# Solution key: missed-event correction for a two-level random telegraph signal at finite bandwidth

**System.** A single border or interface trap near a Si MOS quantum-dot charge sensor switches the sensor current between two levels. State 1 is the empty trap and state 2 the occupied trap. The current reaches the amplifier through an RC-filtered line.

**Premises.**

- P1. The true signal alternates between the two states. All visit lengths are independent, and a visit to state $i$ has the density $\tau_i^{-1}e^{-w/\tau_i}$, with $\tau_1,\tau_2$ constant over the record.
- P2. A visit shorter than the dead time $d$ is unseen, a visit of length $d$ or more is seen with its true start time, and $d$ is the same for both states.
- P3. Convention: an apparent dwell in state 1 begins at the start of a seen state-1 visit that interrupts an apparent state-2 dwell, and it ends at the start of the next seen state-2 visit. Everything between is counted as state 1. State 2 is treated in the same way.

**Notation.** $T_1,T_2$ are the arithmetic means of the apparent dwells, with no $d$ subtracted. Further $a=d/\tau_1$, $b=d/\tau_2$, $u=1/a$, $v=1/b$, $A=T_1/d$, $B=T_2/d$.

## (a) Find the unseen fraction of state-2 visits and their mean length

By P1 and P2 the probability that a state-2 visit is unseen is

$$p_2=\int_0^d \frac{e^{-w/\tau_2}}{\tau_2}\,dw=1-e^{-b}.\tag{1}$$

Integration by parts gives the first moment over the same range,

$$\int_0^d \frac{w\,e^{-w/\tau_2}}{\tau_2}\,dw=\tau_2-(\tau_2+d)e^{-b},$$

and division by $p_2$ gives the mean length of an unseen visit,

$$\mu_2=\frac{\tau_2-(\tau_2+d)e^{-b}}{1-e^{-b}}=\tau_2-\frac{d}{e^{b}-1}.\tag{2}$$

For $b\to0$ this tends to $d/2$, as it must for a density that is flat over $(0,d)$.

## (b) Derive the apparent mean dwell

By P3 an apparent state-1 dwell has the structure

(state-1 visit of length $\ge d$) + $N\times$ (unseen state-2 visit + state-1 visit of any length).

**Step 1, opening visit.** It is conditioned on $w\ge d$, and the probability of that condition is $e^{-a}$:

$$e^{a}\int_d^\infty \frac{w\,e^{-w/\tau_1}}{\tau_1}\,dw=e^{a}(\tau_1+d)e^{-a}=\tau_1+d .$$

**Step 2, number of unseen interruptions.** Each state-2 visit is, independently, unseen with probability $p_2$ or seen with probability $1-p_2$, and the first seen one closes the dwell. Hence $\Pr(N=n)=p_2^{\,n}(1-p_2)$ and, with $\sum_n n p^n=p/(1-p)^2$,

$$\langle N\rangle=\frac{p_2}{1-p_2}=e^{b}-1 .$$

**Step 3, length of one block.** The unseen visit has mean $\mu_2$. The state-1 visit after it carries no condition, because the record already shows state 1 and a short state-1 visit changes nothing; its mean is $\tau_1$. $N$ depends only on which state-2 visits are short. Given that pattern the block lengths are independent with a law that does not depend on $N$, so the mean of their sum is $\langle N\rangle(\mu_2+\tau_1)$.

**Step 4, sum.** From (2), $(e^b-1)\mu_2=\tau_2(e^b-1)-d$. Then

$$T_1=\tau_1+d+(e^{b}-1)\tau_1+(e^b-1)\tau_2-d .$$

The $+d$ from the condition on the opening visit cancels the $-d$ from the truncation of the unseen visits. Exchange of the labels gives $T_2$:

$$\boxed{T_1=(\tau_1+\tau_2)\,e^{d/\tau_2}-\tau_2,\qquad T_2=(\tau_1+\tau_2)\,e^{d/\tau_1}-\tau_1}\tag{3}$$

If the dead times $d_1$, $d_2$ of the two states differ, Step 1 carries $d_1$ and Steps 2 and 3 carry $d_2$, so $T_1=(\tau_1+\tau_2)e^{d_2/\tau_2}-\tau_2+d_1-d_2$.

**Check by counting.** One apparent cycle holds on average $1+\langle N\rangle=e^b$ state-1 visits in its state-1 part and $e^a-1$ unseen state-1 visits in its state-2 part. A long record therefore has $e^a+e^b-1$ true cycles per apparent cycle, and no time is lost, so $T_1+T_2=(\tau_1+\tau_2)(e^a+e^b-1)$. The sum of the two equations (3) is the same expression.

**Fate of the state-2 visits.** Per apparent cycle one visit opens the apparent state-2 dwell, $e^b-1$ are counted as state 1, and $e^a-1$ are merged with the preceding state-2 visit. Of the merged ones a share $p_2$ is short, and

$$(e^b-1)+(e^a-1)(1-e^{-b})=(e^a+e^b-1)(1-e^{-b}),$$

so (1) is the fraction of all state-2 visits that fall below $d$. It is also the fraction lost among the visits that occur while the record shows state 1. The fraction that appears as a separate event is smaller than $1-p_2$, namely $1/(e^a+e^b-1)$.

**Distribution.** Let $L_1(s)=\langle e^{-st}\rangle$ for the apparent dwell $t$. The opening visit contributes $e^{-sd}/(1+s\tau_1)$. One block, weighted with its probability, contributes $(1-e^{-b-sd})/[(1+s\tau_1)(1+s\tau_2)]$, and the closing event has probability $e^{-b}$. The geometric series gives

$$L_1(s)=\frac{(1+s\tau_2)\,e^{-b-sd}}{(1+s\tau_1)(1+s\tau_2)-1+e^{-b-sd}} .\tag{4}$$

Here $L_1(0)=1$, and $-d\ln L_1/ds$ at $s=0$ equals $d-\tau_2+e^{b}(\tau_1+\tau_2-d\,e^{-b})$, which is $T_1$ of (3). The apparent density vanishes below $d$ and is not a single exponential. Its tail decays as $e^{-rt}$, where $s=-r$ is the pole of $L_1$ nearest the origin, the point at which the geometric series stops converging. This is the root in $(-1/\tau_1,0)$ of $(1-e^{-b-sd})/[(1+s\tau_1)(1+s\tau_2)]=1$. The root is unique, because the block factor rises monotonically from $p_2<1$ at $s=0$ to infinity as $s$ falls to $-1/\tau_1$. The denominator of (4) also vanishes at $s=-1/\tau_2$ for any parameters, but the factor $(1+s\tau_2)$ in the numerator cancels that zero: since $b+sd=b(1+s\tau_2)$, the ratio $(1-e^{-b-sd})/(1+s\tau_2)$ tends to the finite value $b$ there. The fitted tail constant $1/r$ must not be inserted in (3) in place of $T_1$.

## (c) Expand for a short dead time

With $\tau_2/\tau_1=a/b$, Eq. (3) reads $T_1/\tau_1=e^b+a(e^b-1)/b$. Expanding the exponentials,

$$\frac{T_1}{\tau_1}=1+(a+b)+\frac{b(a+b)}{2}+\dots,\qquad \frac{T_2}{\tau_2}=1+(a+b)+\frac{a(a+b)}{2}+\dots\tag{5}$$

Both means are stretched by the same factor in first order. The total rate $1/\tau_1+1/\tau_2$, and with it the corner frequency $f_0=(1/\tau_1+1/\tau_2)/2\pi$ of the Lorentzian spectrum, is underestimated by the fraction $a+b$ when $T_i$ is used for $\tau_i$. The ratio is biased only in second order,

$$\ln\frac{T_1}{T_2}-\ln\frac{\tau_1}{\tau_2}=\frac{b^2-a^2}{2}+\dots$$

For a trap in detailed balance with one reservoir at temperature $T_e$, $\tau_1/\tau_2=\gamma\,e^{(E_t-E_F)/k_BT_e}$ with a constant degeneracy factor $\gamma$, so this difference is the bias of the inferred level in units of $k_BT_e$.

## (d) Count the solutions for given $T_1$, $T_2$, $d$

In units of $d$, $A=(u+v)e^{1/v}-v$ and $B=(u+v)e^{1/u}-u$.

**Step 1, derivatives.** Let $g(x)=x-1+e^{-x}$, which is positive and increasing for $x>0$. Then $\partial A/\partial u=e^b$ and $\partial A/\partial v=e^b-(u+v)b^2e^b-1=-e^bP$, where $(u+v)b^2=b^2/a+b$ has been used and

$$P=\frac{b^2}{a}+g(b)>0,\qquad Q=\frac{a^2}{b}+g(a)>0 .$$

By symmetry $\partial B/\partial v=e^a$ and $\partial B/\partial u=-e^aQ$. Therefore

$$e^{-b}dA=du-P\,dv,\qquad e^{-a}dB=dv-Q\,du,\tag{6}$$

and the Jacobian determinant is $e^{a+b}(1-PQ)$.

**Step 2, $PQ$ is monotonic.** Multiplying out,

$$PQ=ab+b^2\frac{g(a)}{a}+a^2\frac{g(b)}{b}+g(a)g(b).$$

The derivative of $g(x)/x$ is $[1-(1+x)e^{-x}]/x^2$, positive because $e^x>1+x$. Every term thus increases strictly with $a$ and with $b$.

**Step 3, the curve of fixed $A$.** Since $e^b-1>b$, $A=ue^b+v(e^b-1)>u+1$, so $A>1$ is necessary. Solving for $u$ gives $u(v)=(A+v)e^{-1/v}-v$. This is negative for $v\to0$ and tends to $A-1>0$ for $v\to\infty$. Its slope is $P=b^2u+g(b)$, positive wherever $u\ge0$. Every zero is crossed upward, so there is exactly one, $v_*$, and on $v>v_*$ the function $u$ rises from $0$ to $A-1$. Along this physical arc $a$ and $b$ both fall as $v$ rises, so $PQ$ falls strictly. It diverges at $v_*$, where $a\to\infty$ at finite $b$, and it tends to zero at $v\to\infty$, where $b\to0$ at finite $a$. It equals 1 at exactly one point $v_f$.

**Step 4, $B$ along the arc.** With $du=P\,dv$, Eq. (6) gives $dB/dv=e^a(1-PQ)$. So $B$ falls on $(v_*,v_f)$ and rises on $(v_f,\infty)$. It diverges at both ends: as $v_*e^{a}$ at the lower end, and because $B>v$ at the upper end. It has a single minimum $B_{\min}(A)$.

**Result.** For $A>1$ there are exactly two solution pairs if $B>B_{\min}(A)$, one double solution if $B=B_{\min}(A)$, and none otherwise. The slow pair has $PQ<1$ and the larger values of both $\tau_1$ and $\tau_2$; the fast pair has $PQ>1$. Means that come from a true pair always satisfy $B\ge B_{\min}$, so a second pair always exists off the fold $PQ=1$. Sample means without a solution point to statistical scatter near the fold or to a broken premise. The fast pair is a trap that switches so often that long apparent dwells are built from many unseen visits.

**Symmetric case.** For $\tau_1=\tau_2$, $a=b=x$, Eq. (3) gives $T/d=(2e^x-1)/x$, and the fold $P=1$ reads $2x-2+e^{-x}=0$. Its positive root is $x_f=0.7680$, that is $\tau=1.302\,d$, where $T/d=2e^{x_f}=4.311$. By Step 2, any pair with both $\tau_i>1.302\,d$ lies on the slow branch.

**Inversion.** Rearranged, (3) gives the iteration

$$\tau_1\leftarrow(T_1+\tau_2)e^{-d/\tau_2}-\tau_2,\qquad \tau_2\leftarrow(T_2+\tau_1)e^{-d/\tau_1}-\tau_1 .\tag{7}$$

At a solution the two maps have slopes $P$ and $Q$, so one sweep multiplies a small deviation by $PQ$. The slow pair attracts and the fast pair repels. Solving (6) for $du$ gives the propagation of uncertainties,

$$\delta\tau_1=\frac{e^{-b}\,\delta T_1+P\,e^{-a}\,\delta T_2}{1-PQ},\tag{8}$$

which diverges at the fold.

**Choice of branch.** Independent information is needed. A linear filter with unit dc gain preserves the time average of the current, which fixes $\tau_1/(\tau_1+\tau_2)$ when the two levels are known. The spectrum of the unthresholded trace, divided by the filter response, gives $f_0$. Repeating the analysis at a larger $d$ leaves the true pair fixed and moves the false one.

## (e) Relate $d$ to the RC filter

Scale the filtered signal so that it settles to $y=0$ in state 1 and $y=1$ in state 2. A single pole obeys $\tau_f\,\dot y=x(t)-y$ with $\tau_f=RC$, cutoff $f_c=1/(2\pi\tau_f)$ and input $x\in\{0,1\}$. The threshold is $y=1/2$.

An isolated state-2 visit of length $w$ gives $y=1-e^{-t/\tau_f}$ for $t<w$. The threshold is reached at $t=\tau_f\ln2$, so the hardware dead time is

$$d_{\rm hw}=\tau_f\ln 2=\frac{\ln2}{2\pi f_c}=\frac{0.1103}{f_c}.$$

After the visit $y=(1-e^{-w/\tau_f})e^{-(t-w)/\tau_f}$, which falls through $1/2$ at $t=w+\tau_f\ln[2(1-e^{-w/\tau_f})]$. The width between crossings is

$$w'=w+\tau_f\ln\left(1-e^{-w/\tau_f}\right),\qquad\text{or}\qquad e^{w'/\tau_f}=e^{w/\tau_f}-1 .\tag{9}$$

A uniform delay of all crossings does not affect dwells, but (9) shows that visits just above $d_{\rm hw}$ are shortened, against P2. For $\tau_2\gg\tau_f$ the density of seen visits is $1/\tau_2$ over the relevant range, and the mean shortening is

$$-\frac{\tau_f^2}{\tau_2}\int_{\ln2}^\infty\ln(1-e^{-z})\,dz=\left(\frac{\pi^2}{12}-\frac{\ln^22}{2}\right)\frac{\tau_f^2}{\tau_2}=0.582\,\frac{\tau_f^2}{\tau_2}.$$

This time is handed to the following state-1 dwell. It is of the same order in $\tau_f/\tau_i$ as the second-order terms of (5). With the bare threshold, Eq. (3) at $d=d_{\rm hw}$ is therefore valid to first order only.

The remedy is to apply rule P3 in software with a minimum accepted width $d_s$ of several $\tau_f$. By (9) this corresponds to the true length

$$d=\tau_f\ln\left(1+e^{d_s/\tau_f}\right)=d_s+\tau_f\ln\left(1+e^{-d_s/\tau_f}\right),$$

which approaches $d_s$ exponentially and returns $d_{\rm hw}$ at $d_s=0$.

One memory effect remains. Two short state-2 visits separated by a state-1 gap below about $d_{\rm hw}$ are fused by the filter and may pass as one seen visit. With the gap length neglected, the probability that both are below $d$ and their sum above $d$ is $(1-e^{-b})^2-[1-(1+b)e^{-b}]=e^{-2b}-(1-b)e^{-b}$. The probability $e^{-b}$ of ending the dwell rises by

$$\epsilon\approx\left(1-e^{-d_{\rm hw}/\tau_1}\right)\left[e^{-2b}-(1-b)e^{-b}\right],$$

and since $T_1+\tau_2$ is inversely proportional to that probability, $\delta T_1\approx-(T_1+\tau_2)\,\epsilon\,e^{b}$.

## (f) State the range of validity

1. One trap with two states and constant rates. Hidden states, as in a metastable border trap, or a second trap that shifts the rates make the dwells non-exponential, and (1) to (3) fail.
2. Within P1 to P3, Eqs. (3) are exact for any $d/\tau_i$. Expansion (5) needs $a+b\ll1$.
3. P2 describes an RC line when $\tau_f\ll\tau_1,\tau_2$ and a software width $d_s$ of several $\tau_f$ is imposed. For the bare threshold only the first-order term holds. A threshold away from half height makes $d_1\ne d_2$.
4. Noise crossings split true visits. A crossing within the first $d$ of a visit changes its fate, with probability $\nu d$ for a false-crossing rate $\nu$. This is small against $a$ and $b$ if $\nu\ll1/\tau_1,1/\tau_2$.
5. The inversion is well conditioned only for $PQ$ well away from 1, and the branch must be fixed by independent information.
6. $T_1,T_2$ are means of complete apparent dwells from a record much longer than $T_1+T_2$.

## (g) Numerical illustration: cryogenic Si MOS charge sensor

Assumed inputs, all illustrative: series resistance $R=20$ kΩ between the sensor and a current amplifier with negligible input impedance, shunt capacitance $C=1$ nF on the sensor side, a sensor resistance much larger than $R$ (otherwise $R$ is replaced by the parallel combination), $d_s=100$ µs, $\tau_1=1.000$ ms, $\tau_2=0.400$ ms. Dwell times of single traps in Si MOS devices typically spread over many decades, from microseconds to beyond seconds, and change with gate voltage. The inputs lie inside that spread, and the results are the model's, not those of a particular device.

**Filter.** $\tau_f=20$ µs, $f_c=7.96$ kHz, $d_{\rm hw}=13.9$ µs. The true length that corresponds to $d_s$ exceeds it by $0.134$ µs, so $d=100$ µs is used, with $a=0.100$ and $b=0.250$.

**Forward calculation.** $p_2=22.1\,\%$ and $p_1=1-e^{-a}=9.5\,\%$; $\langle N\rangle=0.2840$; $\mu_2=47.9$ µs. Then $T_1=1.398$ ms and $T_2=0.547$ ms, longer than the true means by 398 µs (40 %) and 147 µs (37 %). Of the state-2 visits 72.0 % open an apparent dwell, 20.4 % are counted as state 1 and 7.6 % are merged. The tail constant from (4) is $1/r=1.298$ ms. It equals $T_1-d$ to these digits and lies well below $T_1$. The bias of the level is $0.021\,k_BT_e$, against $0.026\,k_BT_e$ from the second-order formula.

**Inversion**, with unrounded $T_i$ ($A=13.976$, $B=5.472$). The first-order estimate $\tau_1\approx T_1-d(1+T_1/T_2)$ gives 1.042 ms, and its counterpart gives $\tau_2\approx0.408$ ms. Iteration (7) from $\tau_2=T_2$ gives (1.073, 0.403) ms after one sweep and (1.002, 0.4001) ms after two. The fast pair follows from the root of $B(v)$ below $v_f$.

| quantity | uncorrected $T_i$ | slow pair | fast pair |
|---|---|---|---|
| state-1 mean | 1.398 ms | 1.000 ms | 52.1 µs |
| state-2 mean | 0.547 ms | 0.400 ms | 35.8 µs |
| $PQ$ | – | 0.0293 | 14.1 |
| fraction of time in state 1 | 0.719 | 0.714 | 0.593 |
| $f_0$ | 405 Hz | 557 Hz | 7.50 kHz |
| $T_1$ from (3) at $d=200$ µs | – | 1.908 ms | 23.3 ms |
| $T_2$ from (3) at $d=200$ µs | – | 0.710 ms | 4.03 ms |

Each of the last four rows separates the branches. The fast pair has dwells comparable with $\tau_f$, outside condition 3, so its entries describe the ideal dead-time model only. On the slow branch (8) reads $\delta\tau_1=0.802\,\delta T_1+0.609\,\delta T_2$.

**Neglected terms.** The shift of $d$ raises $T_1$ by $(\partial T_1/\partial d)\times0.134$ µs with $\partial T_1/\partial d=(1+\tau_1/\tau_2)e^b=4.49$, that is by 0.60 µs. Fusion has $\epsilon=3.1\times10^{-4}$ and lowers $T_1$ by about 0.7 µs. Both are below 1 µs against a correction of 398 µs, so the last printed digit of $T_1$ is the limit of the model. A statistical uncertainty of 1 µs would need about $1398^2\approx2\times10^6$ dwells, for a spread of the dwells close to their mean. With the bare threshold instead, the first-order lengthening of $T_1$ is $\tau_1(a+b)=48.5$ µs and the second-order term is 0.84 µs, while the width distortion adds $0.582\,\tau_f^2/\tau_2=0.58$ µs and removes $0.582\,\tau_f^2/\tau_1=0.23$ µs. There the neglected term rivals the second-order term.

**Answer.** In this model the apparent means 1.398 ms and 0.547 ms correspond to $\tau_1=1.00$ ms and $\tau_2=0.40$ ms on the slow branch. Without the correction the corner frequency comes out 27 % low, 405 Hz in place of 557 Hz, while the occupancy moves only from 0.714 to 0.719.